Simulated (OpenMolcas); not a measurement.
How methods differ on SnTe (SMILES [Sn][Te])

SnTe has 2 atoms, charge 0, and is taken as a singlet. SMILES: `[Sn][Te]`. The coordinates come from a PBE0-D4/def2-TZVP relaxation.

```tsv
atom	x (Å)	y (Å)	z (Å)
Sn	0.0000	0.0000	0.0094
Te	0.0000	0.0000	2.5273
```

Quantity: the dipole moment, in D. The values are calculated.

```tsv
level	kind	program	value (D)	CPU time
HF/def2-TZVPPD (core potential)	Hartree–Fock	OpenMolcas	3.28	20 s
BLYP/def2-TZVPPD (core potential)	GGA	OpenMolcas	2.15	31 s
PBE/def2-TZVPPD (core potential)	GGA	OpenMolcas	2.17	33 s
revPBE/def2-TZVPPD (core potential)	GGA	OpenMolcas	2.21	32 s
TPSS/def2-TZVPPD (core potential)	meta-GGA	OpenMolcas	2.25	40 s
r2SCAN/def2-TZVPPD (core potential)	meta-GGA	OpenMolcas	2.27	41 s
M06-2X/def2-TZVPPD (core potential)	hybrid meta-GGA	OpenMolcas	3.11	36 s
PBE0/def2-TZVPPD (core potential)	global hybrid	OpenMolcas	2.49	31 s
```

The values span 2.15 to 3.28 D. Times are those of the runs behind each value, whatever else they computed, on shared processors of several kinds: orders of magnitude only.

The dipole moment of SnTe depends mainly on how exchange is treated. The semilocal functionals lie close together, between 2.15 and 2.27 D, while PBE0 gives 2.49 D, and M06-2X, with its larger share of exact exchange, comes near the Hartree–Fock value of 3.28 D. The cleanest comparison is PBE with PBE0, where admixing exact exchange raises the moment by strengthening the polarisation towards the more electronegative tellurium.

The bond is a polar multiple bond, with σ and π bonding orbitals weighted towards Te and their antibonding partners towards Sn. Correlation mixes in excitations from the former to the latter and so returns charge to tin, which is probably why Hartree–Fock, lacking this effect, gives the largest moment. The moment is not a direct measure of ionicity, because the tin lone pair, pointing away from the bond, opposes the charge-transfer contribution. Without a correlated wavefunction reference, the spread shows sensitivity to the functional but not which value is most accurate.
